\section*{Local Green-function functional, Landau functional on the Bethe lattice, and the convergence of the DMFT loop}

\subsection*{Premises and conventions}

Units: $\hbar=k_B=1$, energies in units of $t^*$, $\omega_n=(2n+1)\pi T$, and $\sum_n$ runs over all integers unless restricted. The model has $N$ equivalent fermion flavours ($N=2$ is the spin-$\frac12$ Hubbard model):
\begin{equation}
H_\gamma=\gamma H_t+\sum_i\Big[\frac U2\Big(n_i-\frac N2\Big)^2-\mu n_i\Big],\qquad
H_t=\sum_{ij\sigma}h_{ij}c^\dagger_{i\sigma}c_{j\sigma}. \tag{1}
\end{equation}
Here $h_{ij}=-t^*/\sqrt z$ on the bonds of a Bethe lattice with $z\to\infty$, $\gamma\in[0,1]$ scales the hopping, and $\mu=0$ is half filling. Only uniform states symmetric in the flavours (paramagnetic states) at $T>0$ are considered. With $c(\tau)=T^{1/2}\sum_n e^{-i\omega_n\tau}c_n$ one has $G_n\equiv G(i\omega_n)=-\langle c_n\bar c_n\rangle=\langle\bar c_nc_n\rangle$.

\subsection*{(a) Legendre transform in the local Green function}

Add the site-diagonal source $\sum_{in\sigma}J_n\bar c_{in\sigma}c_{in\sigma}$ to the action and let $\Omega_\gamma[J]=-(T/N_s)\ln Z$ be the grand potential per site. Differentiating $\ln Z$ gives
\begin{equation}
\frac{\partial\Omega_\gamma}{\partial J_n}=NT\,G_n, \tag{2}
\end{equation}
with $G$ the local Green function of one flavour. Where (2) can be inverted to $J_\gamma[G]$, define
\begin{equation}
\Gamma_\gamma[G]=\Omega_\gamma[J]-NT\sum_nJ_nG_n,\qquad \frac{\partial\Gamma_\gamma}{\partial G_n}=-NT\,J_n. \tag{3}
\end{equation}
The terms in $\partial J/\partial G$ cancel by (2). The physical system has $J=0$, so $\Gamma_1$ is stationary at the physical local $G$ and equals the grand potential there. Since $G_n=\int d\omega\,A(\omega)/(i\omega_n-\omega)$, its variable is equivalent to the local spectral density $A$, hence the name spectral density functional.

At $\gamma=0$ the sites decouple. Each has the action $\sum_{n\sigma}\bar c_{n\sigma}(-i\omega_n-\mu+J_n)c_{n\sigma}+S_U$, which is an Anderson impurity with hybridisation function $\Delta_n=J_n$. Call its grand potential $F_{\rm imp}[\Delta]$. Then
\begin{equation}
\frac{\partial F_{\rm imp}}{\partial\Delta_n}=NT\,G^{\rm imp}_n[\Delta],\qquad
\Gamma_0[G]=F_{\rm imp}[\Delta[G]]-NT\sum_n\Delta_n[G]\,G_n, \tag{4}
\end{equation}
where $\Delta[G]$ solves $G^{\rm imp}[\Delta]=G$. At fixed $G$ the implicit dependence of $J$ on $\gamma$ cancels again by (2), so $d\Gamma_\gamma/d\gamma=\langle H_t\rangle_{\gamma,G}/N_s$ and
\begin{equation}
\Gamma[G]\equiv\Gamma_1[G]=\Gamma_0[G]+\int_0^1d\gamma\,\frac{\langle H_t\rangle_{\gamma,G}}{N_s}. \tag{5}
\end{equation}
Equation (5) is exact on any lattice on which the inversions exist.

\subsection*{(b) Kinetic term for $z\to\infty$}

\emph{Local self-energy.} A propagator over $l$ bonds is $O(z^{-l/2})$. A skeleton diagram for $\Sigma_{ij}$ with $i\ne j$ joins the two sites by at least three independent paths, so $\Sigma_{ij}=O(z^{-3l/2})$. Its weight in the Dyson equation for $G_{ii}$, summed over the $z^l$ sites at distance $l$, is $z^{l}z^{-3l/2}z^{-l/2}=z^{-l}\to0$. This holds for every $\gamma$ and $J$. Hence $(G^{-1})_{ij}=\zeta_n\delta_{ij}-\gamma h_{ij}$ with $\zeta_n=i\omega_n+\mu-J_n-\Sigma_n$.

\emph{Bond propagator.} Let $G^{(i)}$ be the inverse of this matrix with site $i$ deleted. Block inversion gives $G_{ji}=\sum_lG^{(i)}_{jl}\gamma h_{li}G_{ii}$. On a tree, deleting $i$ disconnects its neighbours, so only $l=j$ survives for a neighbour $j$. Further, $G_{jj}-G^{(i)}_{jj}=G_{ji}G_{ij}/G_{ii}=O(1/z)$. Therefore
\begin{equation}
\frac{\langle H_t\rangle}{N_s}=NT\sum_n\sum_jh_{ij}G_{ji}=NT\sum_n z\,\gamma\,\frac{t^{*2}}{z}G_n^2=\gamma\,t^{*2}NT\sum_nG_n^2 . \tag{6}
\end{equation}
The sum converges as $\omega_n^{-2}$. The same inversion gives $G_n^{-1}=\zeta_n-\gamma^2t^{*2}G_n$, which at $\gamma=1$ is the Hilbert transform of a semicircle of half-width $D=2t^*$. Since $G$ is held fixed, the integral over $\gamma$ is $\frac12$:
\begin{equation}
\Gamma[G]=F_{\rm imp}[\Delta[G]]-NT\sum_n\Delta_n[G]G_n+\frac{t^{*2}}2NT\sum_nG_n^2 . \tag{7}
\end{equation}
By (3) at $\gamma=0$, $\partial\Gamma/\partial G_n=NT(t^{*2}G_n-\Delta_n[G])$. Stationarity is the DMFT condition $\Delta=t^{*2}G$.

\subsection*{(c) Landau functional}

Treat $\Delta$ and $G$ in (7) as independent:
\begin{equation}
\mathcal F[\Delta,G]=F_{\rm imp}[\Delta]-NT\sum_n\Big(\Delta_nG_n-\frac{t^{*2}}2G_n^2\Big). \tag{8}
\end{equation}
Variation in $\Delta$ gives $G=G^{\rm imp}[\Delta]$, and eliminating $\Delta$ this way returns (7). Variation in $G$ gives $G=\Delta/t^{*2}$, and eliminating $G$ this way gives
\begin{equation}
F[\Delta]=F_{\rm imp}[\Delta]-\frac N2\,T\sum_n\frac{\Delta_n^2}{t^{*2}}
\;\overset{N=2}{=}\;F_{\rm imp}[\Delta]-T\sum_n\frac{\Delta(i\omega_n)^2}{t^{*2}}, \tag{9}
\end{equation}
the functional used by Kotliar, Lange and Rozenberg (2000) for the Mott end point. From (4),
\begin{equation}
\frac{\partial F}{\partial\Delta_n}=\frac{NT}{t^{*2}}\big(t^{*2}G_n^{\rm imp}[\Delta]-\Delta_n\big). \tag{10}
\end{equation}
The two functionals differ by $\Gamma[G^{\rm imp}[\Delta]]-F[\Delta]=NT\sum_n(t^{*2}G_n^{\rm imp}-\Delta_n)^2/2t^{*2}$. Each stationary point of $F$ therefore gives a stationary point of $\Gamma$ with the same value, the grand potential per site. $F$ needs no inversion $\Delta[G]$.

\subsection*{(d) Real variables, Hessian and instability}

At $\mu=0$ particle--hole symmetry gives $\Delta_n=-iy_n$, $G_n=-ig_n$ with $y,g$ real and odd in $\omega_n$. The independent variables are $y_n$, $n\ge0$. Each enters at $\pm\omega_n$, so $\partial F_{\rm imp}/\partial y_n=NT[(-i)(-ig_n)+(i)(ig_n)]=-2NTg_n$, and
\begin{equation}
F=F_{\rm imp}+\frac{NT}{t^{*2}}\sum_{n\ge0}y_n^2,\qquad
\frac{\partial^2F}{\partial y_n\partial y_m}=\frac{2NT}{t^{*2}}(\delta_{nm}-M_{nm}), \tag{11}
\end{equation}
\begin{equation}
M_{nm}=t^{*2}\frac{\partial g_n}{\partial y_m}=-\frac{t^{*2}}{2NT}\frac{\partial^2F_{\rm imp}}{\partial y_n\partial y_m}. \tag{12}
\end{equation}
$M$ is $t^{*2}\,dG/d\Delta$ on this subspace. It is real and symmetric, so its eigenvalues $\lambda$ are real. A solution is a local minimum of $F$ if all $\lambda<1$, and it loses stability when the largest eigenvalue reaches $\lambda=1$. There the implicit function theorem fails for $y=t^{*2}g[y;U]$, which defines the spinodal. The Hessian of $\Gamma$ is proportional to $1-M^{-1}=-M^{-1}(1-M)$. It acquires its zero mode at the same point, but it diverges at $\lambda=0$, where $\Delta[G]$ ceases to be unique.

\emph{Test at $U=0$.} Here $g_n=1/(\omega_n+y_n)$ and $F=NT\sum_{n\ge0}[-2\ln(\omega_n+y_n)+y_n^2/t^{*2}]$ up to a constant. At $y_n=\frac12\big(\sqrt{\omega_n^2+4t^{*2}}-\omega_n\big)$ the bracket is stationary and equals $-\int d\epsilon\,\rho(\epsilon)\ln(\omega_n^2+\epsilon^2)$ with $\rho$ the semicircle, as for free lattice fermions. $M$ is diagonal with $\lambda_n=-t^{*2}g_n^2\in(-1,0)$, so a positive eigenvalue is an effect of the interaction.

\subsection*{(e) The iteration as a gradient step}

The plain DMFT loop is $y^{(k+1)}=t^{*2}g[y^{(k)}]$. The gradient of (11) is $\nabla F=(2NT/t^{*2})(y-t^{*2}g)$, so
\begin{equation}
y^{(k+1)}=y^{(k)}-\frac{t^{*2}}{2NT}\nabla F[y^{(k)}],\qquad
\delta y^{(k+1)}=M\,\delta y^{(k)}, \tag{13}
\end{equation}
where $\delta y$ is the small deviation from a fixed point. The loop converges if all $|\lambda|<1$. Linear mixing with weight $\alpha\in(0,1]$ replaces $\lambda$ by $1-\alpha(1-\lambda)$. It can cure $\lambda\le-1$, never stabilises $\lambda>1$, and slows a mode with $\lambda$ just below one. The value $\lambda=-1$ is no spinodal of the uniform state. On two sublattices $\delta y_A=M\delta y_B$ and $\delta y_B=M\delta y_A$, and $\lambda=-1$ gives the staggered solution $\delta y_A=-\delta y_B$.

\subsection*{(f) Rate near a spinodal}

Let $M_c$ at $(y_c,U_c)$ have one eigenvalue $1$ with unit eigenvector $e$, all others having modulus bounded below one. Let $u$ be the reduced distance $|U-U_c|/U_c$, counted positive on the side where the branch exists. Put $y=y_c+\eta e+y_\perp$ with $e\cdot y_\perp=0$. The components $y_\perp$ relax at finite rates to values $O(\eta^2,u)$. Since $M_c$ is symmetric, $e\cdot M_cy_\perp=0$, and they feed back only at order $\eta^3$ or $u\eta$. Projecting the loop on $e$,
\begin{equation}
\eta_{k+1}=\eta_k+au-c\,\eta_k^2+O(\eta^3,u\eta), \tag{14}
\end{equation}
\begin{equation}
a=t^{*2}\,e\cdot\frac{\partial g}{\partial u},\qquad
c=-\frac{t^{*2}}2\sum_{nml}e_ne_me_l\frac{\partial^2g_n}{\partial y_m\partial y_l}. \tag{15}
\end{equation}
Choose the sign of $e$ so that $a>0$. Fixed points exist for $u>0$ only if $c>0$. They lie at $\eta_\pm=\pm\sqrt{au/c}$, and the slope of (14) is $1-2c\eta_\pm$:
\begin{equation}
\lambda_\pm=1\mp2\sqrt{ac\,u}+O(u). \tag{16}
\end{equation}
The point $\eta_+$ is the minimum of $F$ and $\eta_-$ the saddle. Four consequences follow.
\begin{enumerate}
\item For $u>0$ the deviation falls as $\lambda_+^k$, and one decade costs
\begin{equation}
k_{10}=\frac{\ln10}{-\ln\lambda_+}\simeq\frac{\ln10}{2\sqrt{ac\,u}} \tag{17}
\end{equation}
iterations.
\item For $u=0$ the steps are small, $d\eta/dk=-c\eta^2$, and $\eta_k\simeq1/(ck)$.
\item For $u<0$ there is no fixed point nearby, yet the loop spends
$\int_{-\infty}^\infty d\eta/(a|u|+c\eta^2)=\pi/\sqrt{ac|u|}$ iterations near $y_c$.
\item In the linear regime the distance to the fixed point is the step divided by $1-\lambda_+$, so a small step does not show convergence.
\end{enumerate}

\subsection*{(g) Range of validity}

Equations (3)--(5) hold on any lattice, on a branch where $G[J]$ is invertible. Equations (7) and (9) need $z=\infty$ and the semicircular density of states. At finite $z$ the omitted terms in (6) are of relative order $1/z$, and other lattices give a kinetic term that is not quadratic in $G$. Ordered states are excluded, so a minimum of $F$ may still be unstable against magnetic order. The minimum property refers to the particle--hole symmetric subspace. Along ${\rm Re}\,\Delta$ the quadratic term in (9) has the opposite sign, and away from half filling only stationarity and the condition $\lambda=1$ remain. The symmetry of $M$ requires a solver whose $G$ is the derivative of a free energy as in (4). Part (f) needs an isolated eigenvalue, which relies on $T>0$: already at $U=0$ the $\lambda_n$ fill the interval from $-1$ to $0$ as $T\to0$. The law (16) has relative corrections $O(\sqrt u)$, and they grow as $c$ decreases. At the critical end point $c=0$ the cubic term takes over, $\eta\propto u^{1/3}$ and $1-\lambda\propto u^{2/3}$.

\subsection*{(h) Illustration: one bath level per flavour, $N=4$}

Restrict $F$ to $\Delta_n=x/(i\omega_n)$, a bath level at zero energy with coupling $V=\sqrt x$, as in an exact-diagonalisation solver with the smallest bath. The new $x'$ minimises $\sum_n|x'/(i\omega_n)-t^{*2}G_n|^2$. With $T\sum_n\omega_n^{-2}=1/4T$ and $F'_{\rm imp}(x)=NT\sum_nG_n/(i\omega_n)=-NT\sum_ng_n/\omega_n$,
\begin{equation}
x'=-\frac{4Tt^{*2}}NF'_{\rm imp}(x),\qquad F(x)=F_{\rm imp}(x)+\frac{Nx^2}{8Tt^{*2}}. \tag{18}
\end{equation}
The fixed points of the map are the stationary points of $F(x)$.

Take $T/U\to0$ at fixed $b=4x/(UT)$. The impurity then holds $N/2$ fermions, and a charge excitation costs $U/2$. The operator $\tau^+=\sum_\sigma d^\dagger_\sigma c_\sigma$ and $\tau^z=(n_d-n_c)/2$ form a pseudospin. Second-order perturbation theory in $V(\tau^++\tau^-)$ gives
\begin{equation}
H_{\rm eff}=-\frac{2x}U(\tau^+\tau^-+\tau^-\tau^+)=-\frac{4x}UK,\qquad K=\tau(\tau+1)-(\tau^z)^2 . \tag{19}
\end{equation}
A flavour with one fermion carries pseudospin $\frac12$, and an empty or doubly filled flavour carries none. Adding these pseudospins for the 96 states with $n_d=2$ gives
\begin{equation}
Z(b)=20+40e^{b/2}+12e^{b}+15e^{2b}+8e^{7b/2}+e^{6b}. \tag{20}
\end{equation}
Let $m,v,s$ be the first three derivatives of $\ln Z$. With $F_{\rm imp}=-T\ln Z$, (18) becomes
\begin{equation}
b'=\kappa\,m(b),\qquad \frac FT=-\ln Z+\frac{b^2}{2\kappa},\qquad \kappa=\frac{16t^{*2}}{U^2},\qquad\lambda=\kappa v=\frac{b\,v}{m}, \tag{21}
\end{equation}
the last form holding at a fixed point. At $b=0$, $m=1$ and $x'=4Tt^{*2}/U$, which the atomic $g_n=\omega_n/(\omega_n^2+U^2/4)$ also gives for $T\ll U$. For $N=2$ the same construction has $Z=3+4e^{b/2}+e^{2b}$ and $\lambda<\frac34$ throughout, so it shows no spinodal.

The condition $bv=m$ has two roots. The weakly hybridised branch ends at $b_1=0.6806$, $\kappa_1=0.25017$, $U_{c1}=7.9973\,t^*$. The strongly hybridised branch ends at $b_2=0.9681$, $\kappa_2=0.24687$, $U_{c2}=8.0505\,t^*$, where $s=-2.982$. With $u=(U_{c2}-U)/U_{c2}$, $\kappa=\kappa_2(1-u)^{-2}$, and $\eta=b-b_2$,
\begin{equation}
a=2b_2=1.936,\qquad c=-\tfrac12\kappa_2s=0.368,\qquad 1-\lambda\simeq1.688\sqrt u . \tag{22}
\end{equation}
In the table each fixed point $b^*$ is chosen, $\kappa=b^*/m(b^*)$ fixes $U$, and $\lambda$ and $k_{10}=\ln 10/(-\ln\lambda)$ follow from (21) without intermediate rounding.

\begin{center}
\begin{tabular}{cccccc}
$b^*$ & $U/t^*$ & $u$ & $1-\lambda$ & $1.688\sqrt u$ & $k_{10}$\\ \hline
1.05 & 8.0395 & $1.37\times10^{-3}$ & 0.0722 & 0.0625 & 31\\
1.00 & 8.0489 & $2.00\times10^{-4}$ & 0.0254 & 0.0239 & 89\\
0.98 & 8.0503 & $2.73\times10^{-5}$ & 0.00904 & 0.00882 & 253
\end{tabular}
\end{center}

The gap $1-\lambda$ approaches the square-root law from above, with a relative deviation that shrinks as $\sqrt u$. In the last row a step of $10^{-4}$ corresponds, in the linear estimate, to a distance $0.011$ from the fixed point, as large as the distance $\eta_+=0.012$ of that fixed point from the spinodal. At $u=-2\times10^{-4}$ the branch has vanished, but the loop lingers for about $2\pi/(1.688\sqrt{|u|})=2.6\times10^2$ iterations to leading order.

These digits belong to the one-level functional in the limit $T/U\to0$. They are not spinodals of the lattice model, because the restricted stationary points do not solve (10) at every frequency. At finite $T$ the $\tau=2$ ground level is $-24x/U+1056x^2/U^3$, a relative correction $44x/U^2=11bT/U$ to (19). The coexistence window is $0.053\,t^*$ wide, or $0.7\%$ of $U_{c2}$, so the limit requires $T/U$ well below $10^{-3}$.